**A hand rule for the relativistic contraction of 4p in 5d-series 8+ ions**

The table holds the mean radius of the 4p shell in Lu8+ to Hg8+ from a radial atomic code, by non-relativistic Hartree-Fock (point nucleus) and Dirac-Coulomb Hartree-Fock (Fermi nucleus), both averaged over the configuration and without correlation. The program tests the estimate $\langle r\rangle = [23/(Z-\sigma)]\,[1 - c_j(Z\alpha)^2]$, with Slater's $\sigma = 27.75$ and one fitted $c$ per $j$, and compares it with the exact one-electron Dirac ion at full and at screened charge. The fitted constants are 0.276 (p1/2), 0.061 (p3/2) and 0.133 (weighted mean), and the mean contraction is reproduced within 0.034 percentage points. The screened charge gives only 40 to 46 % of the mean contraction, while the full charge comes near the mean but underestimates p1/2 and overestimates p3/2. Radii from the whole chain are good to 1.2 %, limited by $\sigma$, which drifts with $Z$ and steps where the 4f shell fills at W8+.

All-electron calculations for the ions Lu8+ to Hg8+ with the B-spline radial atomic code, version 1, at the radial basis limit. Non-relativistic Hartree-Fock uses a point nucleus and four-component Dirac-Coulomb Hartree-Fock a Fermi nucleus, both averaged over the nl configuration. The change is that of the (2j+1) mean relative to the non-relativistic radius.

## The fit in Python

```python
# Table: <r>(4p) in bohr of 5d-series 8+ ions, B-spline radial atomic code; non-relativistic HF
# (point nucleus) vs Dirac-Coulomb HF (Fermi nucleus), configuration averages.
# Tested: r_nr = 23/(Z-sigma) with Slater sigma, times 1 - c (Z alpha)^2; rivals: one-electron Dirac ratios.
T = {
    'ion': ['Lu8+', 'Hf8+', 'Ta8+', 'W8+', 'Re8+', 'Os8+', 'Ir8+', 'Pt8+', 'Au8+', 'Hg8+'],
    'Z': [71, 72, 73, 74, 75, 76, 77, 78, 79, 80],
    'N': [63, 64, 65, 66, 67, 68, 69, 70, 71, 72],
    'configuration': ['[Kr] 4d10 4f13 5s2 5p2', '[Kr] 4d10 4f13 5s2 5p3', '[Kr] 4d10 4f13 5s2 5p4', '[Kr] 4d10 4f14 5s2 5p4', '[Kr] 4d10 4f14 5s2 5p5', '[Xe] 4f14', '[Xe] 4f14 5d1', '[Xe] 4f14 5d2', '[Xe] 4f14 5d3', '[Xe] 4f14 5d4'],
    'r_nr': [0.5253, 0.5146, 0.5043, 0.4962, 0.4866, 0.4769, 0.468, 0.4593, 0.451, 0.4429],  # bohr
    'r_4p12': [0.4864, 0.4755, 0.4649, 0.456, 0.4462, 0.4364, 0.4272, 0.4183, 0.4097, 0.4014],  # bohr
    'r_4p32': [0.5168, 0.5061, 0.4957, 0.4874, 0.4777, 0.468, 0.459, 0.4502, 0.4418, 0.4337],  # bohr
    'r_avg': [0.5066, 0.4959, 0.4855, 0.4769, 0.4672, 0.4574, 0.4484, 0.4396, 0.4311, 0.4229],  # bohr
    'r_pct': [-3.55, -3.65, -3.74, -3.89, -3.99, -4.09, -4.19, -4.3, -4.41, -4.52],  # %
}
import numpy as np
from scipy.constants import alpha, physical_constants as pc
Z = np.array(T['Z'], float); ion = list(T['ion'])
nr, r1, r3, ra, pt = (np.array(T[k], float) for k in ('r_nr', 'r_4p12', 'r_4p32', 'r_avg', 'r_pct'))
x = (Z*alpha)**2; n = 4
P = {'p1/2': 100*(r1/nr-1), 'p3/2': 100*(r3/nr-1), 'mean': pt}
def hyd(z, kap):  # exact one-electron Dirac <r> over non-rel <r>, change in %
    k = abs(kap); g = np.sqrt(k*k-(z*alpha)**2); N = np.sqrt(n*n-2*(n-k)*(k-g))
    return 100*(((g+n-k)*(3*N*N-k*k)/N-kap)/46-1)
def H(z):
    a, b = hyd(z, 1), hyd(z, -2)
    return {'p1/2': a, 'p3/2': b, 'mean': (a+2*b)/3}
def wr(e):
    i = int(np.argmax(abs(e))); return "%+.3f (%s)" % (e[i], ion[i])
fit = lambda u, y: float(u@y/(u@u))
lead = {k: (6*n-3*m-m**3/n**2)/(2*m)/46 for k, m in (('p1/2', 1), ('p3/2', 2))}
lead['mean'] = (lead['p1/2']+2*lead['p3/2'])/3
s0 = 7*0.35+18*0.85+10; sig = Z-23/nr
d1, d3 = 1-np.sqrt(1-x), 2-np.sqrt(4-x); D = {'p1/2': d1, 'p3/2': d3, 'mean': (d1+2*d3)/3}
print("floors: %% from radii <=%.3f pt; r_pct 0.005 pt; sigma %.3f; r %.3f %%" % (max(1e-2/nr), max(23*5e-5/nr**2), max(5e-3/r1)))
c = {}; ex = {}; f14 = np.array(['4f14' in s for s in T['configuration']])
for k, y in P.items():
    cf = -fit(x, y)/100; c[k] = round(cf, 3); ex[k] = np.polyfit(np.log(Z), np.log(-y), 1)[0]
    print("%s: c fit %.4f, rule %.3f, one-electron %.3f, ratio %.2f, free exponent %.2f" % (k, cf, c[k], lead[k], cf/lead[k], ex[k]))
    print("  worst model-table (pt): rule %s; fit to exact delta %s" % (wr(-100*c[k]*x-y), wr(fit(D[k], y)*D[k]-y)))
    print("  exact Dirac ion: full Z %s; Z-sigma %s" % (wr(H(Z)[k]-y), wr(H(Z-s0)[k]-y)))
c14 = -fit(x[f14], pt[f14])/100
print("mean c on 4f14 rows only %.4f; 4f13 rows model-table (pt):" % c14, np.round((-100*c14*x-pt)[~f14], 3))
print("mean exponent: 4f13 rows %.2f, 4f14 rows %.2f" % tuple(np.polyfit(np.log(Z[m]), np.log(-pt[m]), 1)[0] for m in (~f14, f14)))
print("ion (Za)^2 %p1/2 %p3/2 %mean c1/2 c3/2 cmean rule-tab(pt) ion(Z) ion(Z-s)")
for i in range(len(Z)):
    print("%s %.4f %.2f %.2f %.2f %.4f %.4f %.4f %+.3f %.2f %.2f" % (ion[i], x[i], P['p1/2'][i], P['p3/2'][i], pt[i],
          -P['p1/2'][i]/x[i]/100, -P['p3/2'][i]/x[i]/100, -pt[i]/x[i]/100, -100*c['mean']*x[i]-pt[i], H(Z)['mean'][i], H(Z-s0)['mean'][i]))
print("steps of r_pct (pt):", np.round(np.diff(pt), 2))
print("steps of r_nr (1e-4 bohr):", np.round(1e4*np.diff(nr)).astype(int))
print("sigma = Z-23/r_nr:", np.round(sig, 2), "Slater %.2f" % s0)
print("steps of sigma:", np.round(np.diff(sig), 2))
m0 = 23/(Z-s0); b = np.polyfit(Z-75, sig, 1); mL = 23/(Z-np.polyval(b, Z-75))
print("r_nr error, Slater sigma (%):", np.round(100*(m0/nr-1), 2))
print("sigma line %.2f + %.3f (Z-75): worst r_nr error %s %%" % (b[1], b[0], wr(100*(mL/nr-1))))
for k, r in (('p1/2', r1), ('p3/2', r3), ('mean', ra)):
    f = 1-c[k]*x
    print("%s radius worst %%: Slater %s; line %s; table r_nr %s" % (k, wr(100*(m0*f/r-1)), wr(100*(mL*f/r-1)), wr(100*(nr*f/r-1))))
for w in ('Hf8+', 'Au8+'):
    i = ion.index(w)
    print("%s: Zeff %.2f, r_nr %.4f vs %.4f bohr (%+.2f %%), (Za)^2 %.4f" % (w, Z[i]-s0, m0[i], nr[i], 100*(m0[i]/nr[i]-1), x[i]))
    print("  " + "; ".join("%s %.2f%% %.4f vs %.4f (%+.2f%%)" % (k, -100*c[k]*x[i], m0[i]*(1-c[k]*x[i]), r[i],
          100*(m0[i]*(1-c[k]*x[i])/r[i]-1)) for k, r in (('p1/2', r1), ('p3/2', r3), ('mean', ra))))
q = P['p1/2']/P['p3/2']; qh = H(Z)['p1/2']/H(Z)['p3/2']
print("contraction p1/2 over p3/2: table %.2f-%.2f, exact ion %.2f-%.2f" % (min(q), max(q), min(qh), max(qh)))
g = P['p3/2']-P['p1/2']; gh = H(Z)['p3/2']-H(Z)['p1/2']
print("j gap (pt of r_nr): %.2f to %.2f; over exact ion %.2f to %.2f" % (g[0], g[-1], g[0]/gh[0], g[-1]/gh[-1]))
print("exact delta(p1/2) above leading term: %.1f %% to %.1f %%" % (100*(2*d1[0]/x[0]-1), 100*(2*d1[-1]/x[-1]-1)))
print("Z-sigma ion gives %.0f-%.0f %% of the mean contraction" % (100*min(H(Z-s0)['mean']/pt), 100*max(H(Z-s0)['mean']/pt)))
# further output of the Ta Dirac run: rms radius 5.3507 fm, 4p1/2 contact density 248.54, eps -22.835
R = 5.3507e-15/pc['Bohr radius'][0]; dE = 2*np.pi/3*73*248.54*R*R
print("Ta 4p1/2 nuclear size, order only: %.0e hartree, relative %.0e" % (dE, dE/22.835))
assert np.all((r1 < r3) & (r3 < nr))
assert 1.7 < ex['mean'] < 2.4
assert ion[int(np.argmin(np.diff(pt)))+1] == 'W8+'
assert np.all(H(Z-s0)['mean']/pt < 0.6)
```

It prints:

```
floors: % from radii <=0.023 pt; r_pct 0.005 pt; sigma 0.006; r 0.012 %
p1/2: c fit 0.2759, rule 0.276, one-electron 0.228, ratio 1.21, free exponent 1.98
  worst model-table (pt): rule +0.053 (W8+); fit to exact delta -0.137 (Hg8+)
  exact Dirac ion: full Z +0.971 (W8+); Z-sigma +5.949 (Hg8+)
p3/2: c fit 0.0608, rule 0.061, one-electron 0.095, ratio 0.64, free exponent 2.17
  worst model-table (pt): rule -0.032 (Hf8+); fit to exact delta -0.022 (Hf8+)
  exact Dirac ion: full Z -1.217 (Hg8+); Z-sigma +0.701 (Au8+)
mean: c fit 0.1327, rule 0.133, one-electron 0.139, ratio 0.95, free exponent 2.03
  worst model-table (pt): rule -0.034 (Ta8+); fit to exact delta +0.034 (W8+)
  exact Dirac ion: full Z -0.494 (Hg8+); Z-sigma +2.452 (Hg8+)
mean c on 4f14 rows only 0.1329; 4f13 rows model-table (pt): [-0.017 -0.018 -0.031]
mean exponent: 4f13 rows 1.88, 4f14 rows 1.93
ion (Za)^2 %p1/2 %p3/2 %mean c1/2 c3/2 cmean rule-tab(pt) ion(Z) ion(Z-s)
Lu8+ 0.2684 -7.41 -1.62 -3.55 0.2759 0.0603 0.1322 -0.020 -3.90 -1.41
Hf8+ 0.2761 -7.60 -1.65 -3.65 0.2752 0.0598 0.1322 -0.022 -4.01 -1.47
Ta8+ 0.2838 -7.81 -1.71 -3.74 0.2753 0.0601 0.1318 -0.034 -4.13 -1.54
W8+ 0.2916 -8.10 -1.77 -3.89 0.2778 0.0608 0.1334 +0.012 -4.25 -1.61
Re8+ 0.2995 -8.30 -1.83 -3.99 0.2772 0.0611 0.1332 +0.006 -4.37 -1.68
Os8+ 0.3076 -8.49 -1.87 -4.09 0.2761 0.0607 0.1330 -0.001 -4.50 -1.76
Ir8+ 0.3157 -8.72 -1.92 -4.19 0.2761 0.0609 0.1327 -0.009 -4.62 -1.83
Pt8+ 0.3240 -8.93 -1.98 -4.30 0.2755 0.0612 0.1327 -0.009 -4.75 -1.91
Au8+ 0.3323 -9.16 -2.04 -4.41 0.2755 0.0614 0.1327 -0.010 -4.88 -1.99
Hg8+ 0.3408 -9.37 -2.08 -4.52 0.2749 0.0609 0.1326 -0.013 -5.01 -2.07
steps of r_pct (pt): [-0.1  -0.09 -0.15 -0.1  -0.1  -0.1  -0.11 -0.11 -0.11]
steps of r_nr (1e-4 bohr): [-107 -103  -81  -96  -97  -89  -87  -83  -81]
sigma = Z-23/r_nr: [27.22 27.31 27.39 27.65 27.73 27.77 27.85 27.92 28.   28.07] Slater 27.75
steps of sigma: [0.09 0.09 0.26 0.09 0.04 0.08 0.07 0.08 0.07]
r_nr error, Slater sigma (%): [ 1.24  1.01  0.79  0.22  0.04 -0.05 -0.21 -0.35 -0.49 -0.61]
sigma line 27.64 + 0.096 (Z-75): worst r_nr error -0.216 (W8+) %
p1/2 radius worst %: Slater +1.232 (Lu8+); line -0.159 (W8+); table r_nr +0.058 (W8+)
p3/2 radius worst %: Slater +1.216 (Lu8+); line -0.222 (W8+); table r_nr -0.033 (Hf8+)
mean radius worst %: Slater +1.225 (Lu8+); line -0.205 (W8+); table r_nr -0.048 (Ta8+)
Hf8+: Zeff 44.25, r_nr 0.5198 vs 0.5146 bohr (+1.01 %), (Za)^2 0.2761
  p1/2 -7.62% 0.4802 vs 0.4755 (+0.98%); p3/2 -1.68% 0.5110 vs 0.5061 (+0.97%); mean -3.67% 0.5007 vs 0.4959 (+0.97%)
Au8+: Zeff 51.25, r_nr 0.4488 vs 0.4510 bohr (-0.49 %), (Za)^2 0.3323
  p1/2 -9.17% 0.4076 vs 0.4097 (-0.51%); p3/2 -2.03% 0.4397 vs 0.4418 (-0.48%); mean -4.42% 0.4289 vs 0.4311 (-0.50%)
contraction p1/2 over p3/2: table 4.49-4.60, exact ion 2.52-2.57
j gap (pt of r_nr): 5.79 to 7.29; over exact ion 1.47 to 1.41
exact delta(p1/2) above leading term: 7.8 % to 10.4 %
Z-sigma ion gives 40-46 % of the mean contraction
Ta 4p1/2 nuclear size, order only: 4e-04 hartree, relative 2e-05
```
